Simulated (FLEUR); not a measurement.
# Energy against fixed total spin moment in Cu3Au-type FeNi3: all-electron PBE calculations at the measured cell

The usual rule of thumb, due to the Stoner picture, is that a metal with enough states at the Fermi energy gains energy as the square of a small moment, until the cost of moving electrons between the spin bands halts the growth. We test it on FeNi3, an ordered relative of the soft magnetic nickel-iron alloys, where the depth and stiffness of the energy well bear on how firmly the size of the moment is held. The total spin moment of the four-atom cell is fixed at a series of values in all-electron PBE calculations, with the atoms and the measured cell held. Energies are free energies per cell relative to the run without spin polarisation, so a negative value means that the magnetic state is favoured.

## Calculations

FeNi3 (Cu3Au type): the measured cell (COD); 4 atoms in the cell, atoms and cell held. FLEUR MaX-R8.1, all-electron FLAPW in bulk geometry, scalar-relativistic valence, PBE, basis cutoff 3.6 1/bohr, density cutoff 10.8 1/bohr, Fermi-Dirac smearing of 0.05 eV, muffin-tin radii Fe 2.31, Ni 2.31 bohr. Local moments are those inside the muffin-tin spheres. Collinear spins without spin-orbit coupling, 8x8x8 k-points. The total moment is held by two Fermi energies, one for each spin; the row marked free is the unconstrained run, and the row at M = 0 is the run without spin polarisation.

Notes on method and selection:

- Each run ends in the state reached from its start (the fixed-moment runs continue from an earlier run), which may not be the lowest.
- A uniform moment does not probe antiparallel order, which can lie lower.
- At small fixed moments unlike atoms can carry local moments of opposite sign, so the curve need not run smoothly into the unpolarised point.
- Stoner picture: E = M^2 (1/(2N) - I/4) for small M, with N the density of states of both spins at the Fermi energy of the unpolarised run and I the Stoner parameter of the cell.
- A blank cell means that the quantity does not apply to the row, or that its run was not made or gave no value that passed the checks named.
- Curves that are not smooth, that do not rise at the largest moment or whose runs differ in settings are not tabled.
- Runs that did not converge, have known faults or may not be shown are not listed, and runs on Ansatz's PAW sets soft_1 and soft_2 are kept to separate tables.

Columns:

- fixed moment (μB/cell): total spin moment of the cell, held fixed.
- energy from unpolarised (meV/cell): free energy of the cell less that of the run without spin polarisation.
- Fe moment (μB): largest spin moment inside a Fe sphere, signed along the total.
- Ni moment (μB): largest spin moment inside a Ni sphere, signed along the total.

## Computed values

| member | fixed moment (μB/cell) | energy from unpolarised (meV/cell) | Fe moment (μB) | Ni moment (μB) |
| --- | --- | --- | --- | --- |
| M = 0 muB | 0.000 | 0.0 | – | – |
| M = 0.906 muB | 0.906 | −172.6 | 1.498 | −0.195 |
| M = 1.81 muB | 1.812 | −361.0 | 2.134 | −0.094 |
| M = 2.72 muB | 2.719 | ? | ? | ? |
| M = 3.62 muB | 3.625 | −852.7 | 2.827 | 0.303 |
| M = 4.53 muB | 4.531 | −1050.6 | 2.901 | 0.589 |
| M = 4.85 muB, free | 4.849 | −1065.5 | 2.952 | 0.677 |
| M = 5.44 muB | 5.437 | −1002.2 | 3.046 | 0.830 |
| M = 6.34 muB | 6.343 | −575.2 | 3.213 | 1.047 |
| M = 7.25 muB | 7.249 | 306.1 | 3.393 | 1.247 |

Cells marked ? are withheld until the estimate has been made.

## Mechanism

The moment settles at 4.849 μB per cell in the unconstrained run, which has the lowest energy of the rows shown, 1065.5 meV below the unpolarised state. The neighbouring fixed moments, 4.531 and 5.437 μB, lie higher by 1065.5 − 1050.6 = 14.9 meV and 1065.5 − 1002.2 = 63.3 meV.

The start of the curve does not follow the quadratic rule. Doubling the moment from 0.906 to 1.812 μB should multiply the energy gain by four, but the ratio is 361.0 / 172.6 = 2.09. The local moments show why these rows are not a small-moment test. At a total of 0.906 μB the Fe sphere already carries 1.498 μB, while each of the three equivalent Ni spheres carries −0.195 μB. The sum, 1.498 − 3 × 0.195 = 0.913 μB, is close to the imposed total. A small total moment is thus a large Fe moment partly cancelled by Ni, and much of the energy gain probably comes from exchange within the Fe atom.

Between 1.812 and 3.625 μB the mean slope is (−852.7 + 361.0) / (3.625 − 1.812) = −271 meV/μB, steeper than the (−361.0 + 172.6) / 0.906 = −208 meV/μB of the interval before. Over this stretch the Fe moment grows further and Ni turns from antiparallel to parallel. A preference of Ni for alignment with Fe would add to the gain in the sense seen.

From 3.625 μB to the free moment, Fe gains only 2.952 − 2.827 = 0.125 μB, whereas the three Ni spheres together gain 3 × (0.677 − 0.303) = 1.122 μB. The last part of the approach to the minimum is therefore mainly a polarisation of Ni.

Beyond the minimum the energy climbs steeply, by (306.1 + 575.2) / 0.906 = 973 meV/μB over the last interval. Band filling is the likely reason, though no density of states is shown here: once the majority d states are nearly full, additional majority electrons must enter broad s and p bands with few states per unit energy, and the two Fermi energies move rapidly apart. At 7.249 μB the magnetic state lies 306.1 meV above the unpolarised one.

These energies compare uniform fixed-moment states only; an antiparallel order of lower energy is not excluded.

## An estimate before looking

Plain estimates from the members shown:

- M = 2.72 muB, straight-line interpolation between M = 1.81 muB and M = 3.62 muB: w = (2.719 − 1.812) / (3.625 − 1.812) = 0.500, so −361.0 + 0.500 × (−852.7 − (−361.0)) = −607.0 meV/cell

The straight-line value of −607.0 meV ignores curvature, which changes sign in this part of the curve. We instead pass a fourth-order polynomial through the five rows at 0.906, 1.812, 3.625, 4.531 and 5.437 μB, which lie on a nearly even grid with a gap at the sought point. The unpolarised point is left out because the curve need not run smoothly into it. At 2.719 μB the interpolation weights are −0.1, 0.5, 1, −0.5 and 0.1:

−0.1 × (−172.6) + 0.5 × (−361.0) + 1 × (−852.7) − 0.5 × (−1050.6) + 0.1 × (−1002.2) = −590.9 meV.

The Fe and Ni moments on either side are compatible with one continuous branch, with Fe approaching saturation and Ni passing through zero, so we add no further correction.

The same kind of five-point interpolation can be tried on two shown members. For 5.437 μB, the rows at 1.812, 3.625, 4.531, 6.343 and 7.249 μB give (4 × (−361.0) − 60 × (−852.7) + 160 × (−1050.6) + 96 × (−575.2) − 20 × 306.1) / 180 = −998.4 meV against the calculated −1002.2, a miss of 1002.2 − 998.4 = 3.8 meV. For 4.531 μB, the rows at 0.906, 1.812, 3.625, 5.437 and 6.343 μB give (2 × (−172.6) − 6 × (−361.0) + 20 × (−852.7) + 18 × (−1002.2) − 4 × (−575.2)) / 30 = −1032.4 meV against −1050.6, a miss of 1050.6 − 1032.4 = 18.2 meV. The root mean square of the two misses is 13 meV, which we take as one standard deviation.

**Committed estimate, M = 2.72 muB: energy from unpolarised = −591 ± 13 meV/cell.**

## Outcome

| member | fixed moment (μB/cell) | energy from unpolarised (meV/cell) | Fe moment (μB) | Ni moment (μB) |
| --- | --- | --- | --- | --- |
| M = 2.72 muB | 2.719 | −602.7 | 2.623 | 0.055 |

| member | estimate | energy from unpolarised (meV/cell) | computed | estimate − computed | miss in error bars |
| --- | --- | --- | --- | --- | --- |
| M = 2.72 muB | committed | −591.0 | −602.7 | +11.7 | 0.9 |
| M = 2.72 muB | interpolation | −607.0 | −602.7 | −4.3 |  |

The estimate of −591 meV lies 11.7 meV above the computed −602.7 meV, inside its error bar of 13 meV but worse than the straight line, which misses by 4.3 meV.

The argument from curvature had the right sign: the computed point does lie above the straight line. The size was wrong, since the polynomial raised the value by 607.0 − 590.9 = 16.1 meV where 4.3 meV was needed. Both trial interpolations had also come out too high, but two misses do not establish a bias, and the sign of such an error depends on where the sought point lies among the rows used. The straight line does well here because the curvature is nearly zero. The same construction at 4.531 μB, from the rows at 3.625 and 5.437 μB, misses by 1050.6 − (852.7 + 1002.2) / 2 = 123 meV.

The local moments support the expected handover from Fe to Ni. From 1.812 to 2.719 μB the Fe moment rises by 2.623 − 2.134 = 0.489 μB and the three Ni moments together by 3 × (0.055 + 0.094) = 0.447 μB. In the next interval the gains are 2.827 − 2.623 = 0.204 μB and 3 × (0.303 − 0.055) = 0.744 μB. Ni has already turned parallel at 2.719 μB, with 0.055 μB per sphere.

## Outliers

The row at 0.906 μB has the smallest imposed moment, where the quadratic rule should hold best, yet it does not follow the rule. Scaling the energy at 1.812 μB by the square of the moment would give −361.0 / 4 = −90.3 meV, whereas the computed value is −172.6 meV, lower by 172.6 − 90.3 = 82.3 meV. The likeliest reason is the large Fe moment of 1.498 μB, partly cancelled by Ni: the exchange energy gained on Fe depends on its local moment, not on the small total. The unpolarised row has no local moments at all and so belongs to a different kind of state, which makes it an unsuitable starting point for a smooth curve through the others.

The row at 7.249 μB has the only positive energy, 306.1 meV, but it continues a regular steepening. The last three intervals between evenly spaced moments raise the energy by 1050.6 − 1002.2 = 48.4 meV, 1002.2 − 575.2 = 427.0 meV and 306.1 + 575.2 = 881.3 meV.

## Conclusions

The energy falls from row to row up to the free moment of 4.849 μB per cell and rises from there to 7.249 μB. With rows about 0.9 μB apart, five-point interpolation has missed three interior members by 3.8, 18.2 and 11.7 meV, each time too high.

Near the minimum, $E - E_0 = \tfrac{1}{2}k(M - M_0)^2$ gives k = 2 × 14.9 / (4.849 − 4.531)² = 295 meV/μB² from the row below and 2 × 63.3 / (5.437 − 4.849)² = 366 meV/μB² from the row above. With a mean of 330 and a spin energy of roughly 0.058 meV per μB and tesla, a field of 10 T would lengthen the moment by only 0.58 / 330 = 0.002 μB per cell.

The quadratic rule does not describe these rows, but its small-moment limit is not tested either, since even the smallest fixed moment carries a large moment on Fe. The well depth is no measure of the Curie temperature, because heating disorders the local moments long before it removes them from Fe.
